Passing from N₂ through O₂ to F₂ lowers the formal bond order from 3 to 1, because the added electrons fill antibonding π orbitals. If electron correlation stretched a molecule simply in proportion to the number of bonds, N₂ would lengthen most. But a shift in length is a force divided by a stiffness, and the stiffness also falls as bonds are lost. The outcome depends on which of the two falls faster.

Homonuclear dimers of periods 2 and 3, computed with PySCF 2.14.0 using non-relativistic HF and frozen-core SCS-MP2 in the def2-SVP basis, restricted for closed shells and unrestricted for triplets. Both methods keep the occupation of the lowest state found in a PBE0 search. Unpaired electrons are counted as alpha less beta in each orbital symmetry.

| molecule | Z of the varied atom | valence electrons | unpaired | <S^2> of the determinant | <Lz^2> | r_e, HF (Å) | r_e, SCS-MP2 less HF (Å) | ω_e, HF (cm⁻¹) | ω_e, SCS-MP2 over HF | D_e, HF (eV) | D_e, SCS-MP2 (eV) |
| --- | --- | --- | --- | --- | --- | --- | --- | --- | --- | --- | --- |
| N2 | 7 | 10 | none | 0.00 | 0.0 | 1.074 | 0.045 | 2792 | 0.819 | 4.93 | 9.52 |
| O2 | 8 | 12 | pi2 | 2.03 | 0.0 | 1.153 | 0.053 | 2048 | 0.782 | 1.53 | 4.70 |
| F2 | 9 | 14 | none | 0.00 | 0.0 | 1.334 | 0.085 | 1222 | 0.756 | -1.53 | 1.33 |
| Al2 | 13 | 6 | sigma1 pi1 | 2.03 | 1.0 | 2.743 | -0.054 | 281 | 1.086 | 0.75 | 1.08 |
| P2 | 15 | 10 | none | 0.00 | 0.0 | 1.857 | 0.068 | 924 | 0.805 | 1.40 | 4.12 |

Here $r_e$ is the equilibrium bond length, $\omega_e$ the harmonic wavenumber and $D_e$ the dissociation energy. Correlation lengthens and softens four of the bonds, F₂ most of all, and shortens and stiffens Al₂. It nevertheless raises $D_e$ in every row, so a larger binding energy doesn't by itself mean a shorter bond.

**Force over stiffness**

Let $E_c(r)$ be the correlation energy, that is, the SCS-MP2 energy less the HF energy at the same bond length $r$. Near the HF minimum $r_{HF}$ the total energy, up to a constant, is

$$E(r)\approx \tfrac12 k\,(r-r_{HF})^2+E_c(r),$$

where $k$ is the HF force constant. Setting the derivative to zero gives the shift

$$\Delta r\approx \frac{F}{k},\qquad F=-\frac{dE_c}{dr}.$$

Only the slope of $E_c$ moves the minimum; its size at one length does not. A positive $F$ means that the correlation energy becomes more negative on stretching, and so pulls the atoms apart.

For F₂, the correlation energies at two lengths on either side of 1.378 Å give $F=3.44$ eV/Å. The HF wavenumber and the reduced mass give $k=52.2$ eV/Å². The estimate is therefore $3.44/52.2=0.066$ Å, against 0.085 Å in the table.

No parameter was adjusted to the shifts; the HF wavenumber comes from a fit to the HF bond curve alone. The same estimate is about a fifth too small for all four lengthened bonds and 8% too large for Al₂, mainly because a bond softens as it lengthens and stiffens as it shortens. Using the mean of the HF and SCS-MP2 force constants removes nearly all of the error. That agreement is close to an identity, since both curves then enter; what is learned is how each shift divides into pull and stiffness.

**Why F₂ stretches most**

From N₂ to F₂ the outward pull falls by a factor of 2.2, while the force constant falls by a factor of 3.8. The lengthening therefore nearly doubles although the force behind it is less than half as large. F₂ is not the molecule on which correlation pulls hardest; it is the one that resists least among these three.

The origin of the pull can be argued from the limit of a widely stretched bond. A closed-shell determinant makes both electrons of a bond pair share one orbital, so it keeps placing both on the same atom half of the time, even when the atoms are far apart. Correlation corrects this by mixing in the antibonding orbital. As the bond stretches, the gap between the bonding and antibonding levels closes, the mixing grows and $E_c$ becomes more negative. Second-order theory divides by this gap and overstates the effect once the gap is small, so the exact sizes of the pulls belong to SCS-MP2. N₂ has three empty antibonding partners for its three bond pairs, whereas F₂ has only the σ one left, which fits the weaker pull in F₂.

**P₂ beside N₂**

P₂ has the same valence occupation as N₂, and so the same count of bond pairs. Its pull is 2.8 times smaller, but its force constant is 4.1 times smaller, and it lengthens by more ångströms. Relative to the HF bond length the order reverses: 3.7% in P₂ and 4.2% in N₂. P₂ thus follows the same mechanism on a larger and softer scale.

**Why Al₂ goes the other way**

Al₂ lacks the ingredient that drives the other rows. In the state calculated, its bond is held by one σ and one π electron of parallel spin, while the 3s electrons remain largely lone pairs. Two electrons of parallel spin cannot share an orbital, so there is no bond pair of the kind described above. The determinant is not free of error on stretching, though. Both orbitals stay spread over the two atoms, and the Mayer bond order does not fall towards zero even at the longest HF bond length, so the two electrons can still be found on one atom. Over the range covered by SCS-MP2, any strengthening of the correlation energy from this source is outweighed. SCS-MP2 also scales down the correlation of parallel spins, so another method might strike the balance differently.

O₂ provides a control, because it too is a triplet treated with an unrestricted determinant, but it keeps its bond pairs. Over the range of lengths calculated, stretching takes its correlation energy from −7.9 to −10.7 eV, away from the −5.4 eV of two separate atoms. Triplet spin alone therefore does not explain the behaviour of Al₂.

In Al₂ the correlation energy instead goes from −2.2 to −2.0 eV on stretching, towards the −1.8 eV of its atoms. This trend holds within the calculated range only, since the curve, with its orbitals still spread over both atoms, does not lead to those separate atoms. The natural reading is that correlation between electrons on different atoms fades with distance and so draws the atoms together. Part of this inward pull may come from basis superposition, which acts in the same direction and was not corrected; its share is untested.

The pull on Al₂ is only 0.23 eV/Å, some thirty times weaker than the one on N₂. It still moves the minimum by 0.054 Å, because the bond is about fifty times softer. This result belongs to the one σπ triplet; a π² triplet is known to lie close by, and the state was chosen by a PBE0 search.

**Frequencies follow the lengths**

A bond curve flattens on the outer side of its minimum, so a bond that is lengthened should vibrate more slowly. This can be checked by comparing the curvature of the SCS-MP2 curve at its own minimum with that at the HF length. For F₂ the change of length alone gives a wavenumber ratio of 0.76, essentially the value in the table. In P₂ it gives 0.84 against 0.805, and the remainder comes from the curvature of the correlation energy itself. For Al₂ the same argument runs backwards: the shorter bond is the stiffer one.

**Binding is a separate question**

The gain in $D_e$ compares the correlation energy of the molecule with that of its atoms, whereas the length responds to a slope. N₂ shows the difference: correlation adds 4.59 eV to its binding, yet pulls the atoms apart. In F₂ it turns $D_e$ from −1.53 to 1.33 eV; the negative value marks a local HF minimum above the separate atoms, not a repulsive curve. Absolute values of $D_e$ deserve caution in so small a basis, without counterpoise or spin-orbit correction. The separate atoms used as reference are high-spin atoms in their ground configurations, described by broken-symmetry determinants, and none of the five curves leads to them, because the bonding orbitals stay spread over both atoms, in the triplets O₂ and Al₂ as well as in the closed shells. For N₂, O₂ and F₂ as process gases in chip making, the lesson is that HF is no basis for judging how easily they dissociate.

To judge a neighbouring case, first ask whether the bond is held by electron pairs, which here goes with an outward pull, and then weigh the pull against the stiffness, which gives the size. Only one row lacks such pairs, and B₂, which could test the rule in period 2, is not among the rows, so the first step is the less certain. Nor is a bond pair enough by itself: alkali dimers such as Na₂ have one, yet HF is known to make their bonds too long. In the isoelectronic series N₂, CO and NO⁺ the triple bond is kept, so this reasoning gives an outward pull against a stiff bond throughout. Among the dimers here the bond order changes instead, and stiffness decides the order from N₂ to F₂.
